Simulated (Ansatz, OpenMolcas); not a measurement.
**A ladder of methods for BN (SMILES B#N)**

The species is BN (2 atoms), meant as a triplet with charge 0. As SMILES, `B#N`. Geometry: relaxed at PBE0-D4/def2-TZVP.

```tsv
atom	x (Å)	y (Å)	z (Å)
B	0.0000	0.0000	-0.0235
N	0.0000	0.0000	1.2919
```

Quantity: the energy change with the B1–N2 bond stretched from 1.315 to 2.631 Å, in eV. The values are calculated.

```tsv
level	kind	program	value (eV)	less FCI/6-31G	CPU time (all runs)
UHF/6-31G	Hartree–Fock	Ansatz	1.45	-1.49	0.3 s
U-revPBE/6-31G	GGA	Ansatz	3.66	+0.72	1.7 s
UBHLYP/6-31G	global hybrid	Ansatz	3.16	+0.22	1 s
U-wB97M-V/6-31G	range-separated hybrid	Ansatz	3.53	+0.59	9.4 s
RPA@PBE/6-31G	RPA	Ansatz	2.69	-0.25	2.4 s
UMP2/6-31G	perturbation theory	Ansatz	3.29	+0.35	0.47 s
UCCSD(T)/6-31G	coupled cluster or CI	Ansatz	2.93	-0.01	0.76 s
FCI/STO-3G	exact in the basis	OpenMolcas	3.74	+0.80	7.9 s
FCI/6-31G	exact in the basis	Ansatz	2.94	0.00	11 s
```

FCI/6-31G is exact within its basis and frozen core, so for wave-function methods in that basis the difference is their error; functionals converge differently with the basis, so for them it is only a difference. The first shape isn't each level's own minimum. The values span 1.45 to 3.74 eV. Spin contamination of the reference (⟨S²⟩ at least 0.1 too high) touches UHF/6-31G, U-revPBE/6-31G, UBHLYP/6-31G, U-wB97M-V/6-31G, RPA@PBE/6-31G, UMP2/6-31G, UCCSD(T)/6-31G. All rows use very small basis sets, so even the best lies far from the true value. Times are those of the runs behind each value, whatever else they computed, on shared processors of several kinds: orders of magnitude only.

Electron correlation supplies about half of the stretching energy in the 6-31G basis: UHF gives 1.45 eV against 2.94 eV for FCI. In the compact molecule, electrons share the σ and π bonding space and correlate strongly. Stretching localises them on boron and nitrogen and removes much of that correlation, so a mean-field treatment makes the bond too easy to stretch. UMP2 overcorrects, whereas UCCSD(T) comes within 0.01 eV of FCI, which suggests that coupled higher-order correlation, including triples, matters here.

The three density functionals all lie above FCI/6-31G, but their order can't be assigned to exact exchange alone, because their correlation parts differ too. The change from STO-3G to 6-31G lowers the FCI value by 0.80 eV, so exact correlation doesn't make up for an inflexible orbital space. The minimal basis probably describes the separating atoms too poorly relative to the molecule, where each atom can borrow its neighbour's functions. UCCSD(T)'s close agreement for one energy difference doesn't establish equal accuracy along the whole stretching curve.
